## Relativistic and radiative corrections to the total energy: Ga³⁺ to Kr³⁺

The column E(Dirac) − E(non-rel.) is the difference of two self-consistent Hartree-Fock totals, one with the Dirac-Coulomb Hamiltonian and one without relativity. The other columns are first-order energies on the Dirac orbitals. The self-energy arises from an electron emitting and reabsorbing a photon. Vacuum polarisation is the change of the nuclear field by virtual electron-positron pairs: the Uehling term is its part linear in the nuclear charge, and the Wichmann-Kroll term is the part of higher order in that charge. The Breit frequency dependence corrects the magnetic and retarded electron-electron interaction for the energy that the exchanged photon carries. Z is the nuclear charge, and the number of electrons is Z − 3.

B-spline radial code 1, Ga³⁺ to Kr³⁺ at the basis limit: Dirac-Coulomb Hartree-Fock (nl average, Fermi nucleus) against non-relativistic Hartree-Fock (configuration average, point nucleus). Breit and QED terms are first-order sums over all electrons or the 1s pair. The radiative potential has hydrogenic K- and L-shell self-energies; vacuum polarisation is Uehling plus Wichmann-Kroll.

```csv
species,Z,electrons,configuration,E(Dirac) − E(non-rel.) (hartree),Breit frequency dependence (hartree),Wichmann-Kroll (hartree),Uehling (hartree),self-energy (hartree),self-energy of the 1s electrons (hartree),vacuum polarisation of the 1s electrons (hartree)
Ga3+,31,28,[Ar] 3d10,-19.276,-0.003216,0.0005025,-0.05885,0.6276,0.5531,-0.05230
Ge3+,32,29,[Ar] 3d10 4s1,-22.114,-0.003822,0.0006080,-0.06705,0.7013,0.6163,-0.05943
As3+,33,30,[Ar] 3d10 4s2,-25.270,-0.004517,0.0007316,-0.07611,0.7810,0.6844,-0.06728
Se3+,34,31,[Ar] 3d10 4s2 4p1,-28.745,-0.005322,0.0008749,-0.08605,0.8665,0.7576,-0.07591
Br3+,35,32,[Ar] 3d10 4s2 4p2,-32.581,-0.006241,0.001041,-0.09696,0.9584,0.8362,-0.08535
Kr3+,36,33,[Ar] 3d10 4s2 4p3,-36.804,-0.007287,0.001233,-0.1089,1.057,0.9203,-0.09568
```

### One small parameter, five exponents

All these terms come from fast electrons near the nucleus. A 1s electron moves at about a = Zα times the speed of light (α is the fine-structure constant), and a runs from 0.226 in Ga³⁺ to 0.263 in Kr³⁺. Every column grows in magnitude from each row to the next. A least-squares line through ln|value| against ln Z, with all six rows, gives exponents of 3.49 for the self-energy, 4.12 for Uehling, 4.33 for the Dirac shift, 5.47 for the Breit frequency term and 6.00 for Wichmann-Kroll. Over so short a range of Z these are local slopes. Each is an integer from counting powers of a, altered by screening, by higher orders and, for the self-energy, by a logarithm.

### The Dirac shift

A fast electron is heavier and more tightly bound. Expanding the Dirac energy of a one-electron ion gives, in hartree,

ΔE = −(Z⁴α² / 2n⁴) · [n/(j + ½) − ¾],

with n the principal quantum number and j the total angular momentum. The bracket and prefactor give 0.25 Z⁴α² for the two K electrons and 4 × 1.25/32 + 4 × 0.25/32 = 0.19 Z⁴α² for the eight L electrons, so the L shell is no small addition. The exact shift of two unscreened 1s electrons is −12.62 hartree at Z = 31, which is 65.5 % of the tabulated value, and this fraction falls to 62.9 % at Kr³⁺. Its exponent is 4.06, so higher orders in a supply little of the excess over 4.

Screening supplies more. A shell that sees the charge Z − σ has the exponent 4Z/(Z − σ), because a unit of Z is a larger fraction of the screened charge. With Slater's σ = 4.15 for the L shell this is 132/28.85 = 4.58 at Z = 33. A sum of exact one-electron shifts over K, L and M, with σ = 0.3 for K, tests the idea. Without screening of L and M the sum is 33 to 38 % too large in magnitude relative to the table and has the exponent 4.07. With Slater's constants it is about 6 % too small in every row and has the exponent 4.34. One common factor on the L and M screening, fitted by least squares to the relative errors of all six rows, brings each row within 0.11 %; its value is 0.77. A factor below one is expected, because the shift arises close to the nucleus, inside much of the screening charge, but the figure itself is only fitted. This division into shells belongs to the model, since a difference of self-consistent totals has no unique shell parts. The column also holds the change from a point to a finite nucleus, of the order of 0.01 hartree, too small to affect the exponent.

### Vacuum polarisation and self-energy

Virtual pairs alter the potential only within about a Compton wavelength of the nucleus, where the electron meets a stronger attraction. The Uehling energy is therefore negative and follows the density at the nucleus. Strength Z times density Z³ gives −(4/15)(α/π)a⁴mc² for each 1s electron, with mc² = 1/α² = 18779 hartree.

For Ga³⁺ the estimate runs as follows, with nothing fitted. The unit for two electrons is (2α/π)a⁴mc² = 0.004646 × 0.002619 × 18779 = 0.2285 hartree, and 4/15 of it is 0.0609. Integrating the Uehling potential over the point-nucleus Dirac 1s density lowers the coefficient from 0.2667 to 0.2388, which gives −0.05455 hartree. Wichmann-Kroll cancels 0.854 % of Uehling in this row; taking the same fraction for 1s leaves −0.05408. The table has −0.05230, or 0.967 of the estimate, and the ratio rises to 0.970 at Kr³⁺. The deficit has the size of 1s screening: in the non-relativistic run for Br³⁺ the 1s density at the nucleus is 13257 bohr⁻³ against Z³/π = 13648, a ratio of 0.971, where the energy ratio for that row is 0.970. The finite nucleus acts in the same direction and is not separated here.

Wichmann-Kroll has two more interactions of the virtual pair with the nucleus, hence a relative factor a²; its sign is opposite. The ratio of its magnitude to Uehling, divided by a², is 0.167 in Ga³⁺ and 0.164 in Kr³⁺, below the leading theoretical coefficient of 0.213. The round exponent 6.00 is thus partly chance: 4.12 + 2, less about 0.11 from the drift of that ratio.

The self-energy smears the electron's position and weakens its binding, so it is positive. For the 1s pair it equals the unit above times a function F, which contains ln(1/a²) because photons between the binding energy and mc² all contribute. As Z grows that range narrows, and F falls from 2.42 to 2.21, which pulls the 1s exponent down to 3.41. The logarithm alone would give dF/d ln Z = −8/3, about twice the slope found, −1.38, so the expansion in a converges poorly here. The self-energy comes from a radiative potential whose K- and L-shell values are fixed to hydrogenic ones, so this F is, apart from screening, an input of the calculation and tests nothing.

The 1s pair carries 88.1 % of the self-energy in Ga³⁺ and 87.1 % in Kr³⁺, and 89.6 to 88.9 % of the vacuum polarisation. The share falls because the more strongly screened remainder grows faster, with exponents 4.06 and 4.58.

### The Breit frequency term

The zero-frequency Breit energy (Gaunt plus retardation) of the same calculations rises from 0.852 to 1.426 hartree with exponent 3.45: a product of two velocities, a², times a repulsion proportional to Z, again steepened by screening. It exceeds the self-energy in every row. The photon carries energy only in exchange terms, where its frequency ω is the difference of two orbital energies, so the 1s pair alone contributes nothing. With ω of order Z² and distances r of order 1/Z, the phase ωr/c is of order a, and the correction is of relative order a². The numbers bear this out: the ratio of the magnitudes, divided by a², stays between 0.0738 and 0.0741, and 3.45 + 2 nearly reproduces 5.47.

### The break between As³⁺ and Se³⁺

The exponent of a single step in the Dirac shift drops from 4.34 (Ge→As) to 4.32 (As→Se), where the added electron changes from 4s, which reaches the nucleus, to 4p. Let each total be a smooth core part plus s for each 4s and p for each 4p electron. The second difference centred on As³⁺ then lacks one s and gains one p, so it falls below the mean of its two neighbours by about s − p. For the magnitudes of the Dirac shift this is 0.319 − (0.318 + 0.361)/2 = −0.0205 hartree, or −0.020 after removing what the fitted power law gives. Relativity raises the computed ionisation energy by 0.70 eV for 4s in As³⁺ and by 0.10 eV for 4p in Se³⁺, so s − p = 0.022 hartree. The gap of 0.002 lies within the 0.004 that rounding can produce. The same s is under 1 % of the Ge→As step of 3.156 hartree, which shows that the trend follows Z and not the added electrons.

The size of this break depends on the averaging. Se³⁺, Br³⁺ and Kr³⁺ are configuration averages, in which spin-orbit splitting largely cancels. The 4p₁/₂ and 4p₃/₂ orbital energies of Se³⁺ differ by 0.020 hartree, so the lowest level would lie about 0.013 hartree below the average, and totals for lowest levels would break differently.

In the self-energy and Uehling columns the break is comparable with what rounding of the printed digits can produce, so it needs the unrounded values. These give −5.7 × 10⁻⁴ hartree for the self-energy, equal to −(s − p) from the orbital shifts (4s interpolated geometrically between Ge³⁺ and Se³⁺), and −5.4 × 10⁻⁵ against −5.2 × 10⁻⁵ for Uehling. As the columns are sums of such shifts, the agreement shows that the inner shells run smoothly. It does not certify the 4s self-energy, which is good to 10 to 30 %. The nuclear radii also step unevenly, by 1.4 % on the same measure, and may colour the Uehling figure.

For a neighbouring ion the expectation in the Dirac, self-energy and Uehling columns is a step set by the local exponent, with a slight addition when an s electron enters and much less for a p electron. Nearly all of the QED and Breit energy cancels in valence differences. Breit, QED and recoil together move these ionisation energies by less than 0.03 eV, while the computed values fall 1.1 to 2.5 eV short of the tabulated measured ones, with correlation absent and both terms and fine structure averaged. The averaging over terms is no small matter: the lowest term lies below the average by 3/25 of the Slater integral F²(4p,4p) in Br³⁺ and by 9/25 of it in Kr³⁺, or 0.9 and 2.8 eV in the non-relativistic runs. In Kr³⁺ the same averaging in the ion left behind offsets part of this.

The Breit frequency term breaks the other way: its step exponent rises from 5.43 to about 5.50 and stays there while 4p fills, a break of +1.0 × 10⁻⁵ hartree against at most 0.4 × 10⁻⁵ from rounding. The size of ω can't be the reason: in Se³⁺ the 1s level lies near −470 hartree and both 4s and 4p lie within 2 hartree of zero, so ω is almost the same for exchange of 1s with either. A plausible guess is that the 1s–4p pair adds more because an electric-dipole current joins its two orbitals, which the 1s–4s pair lacks. It would take a pair-by-pair breakdown of the term to decide.
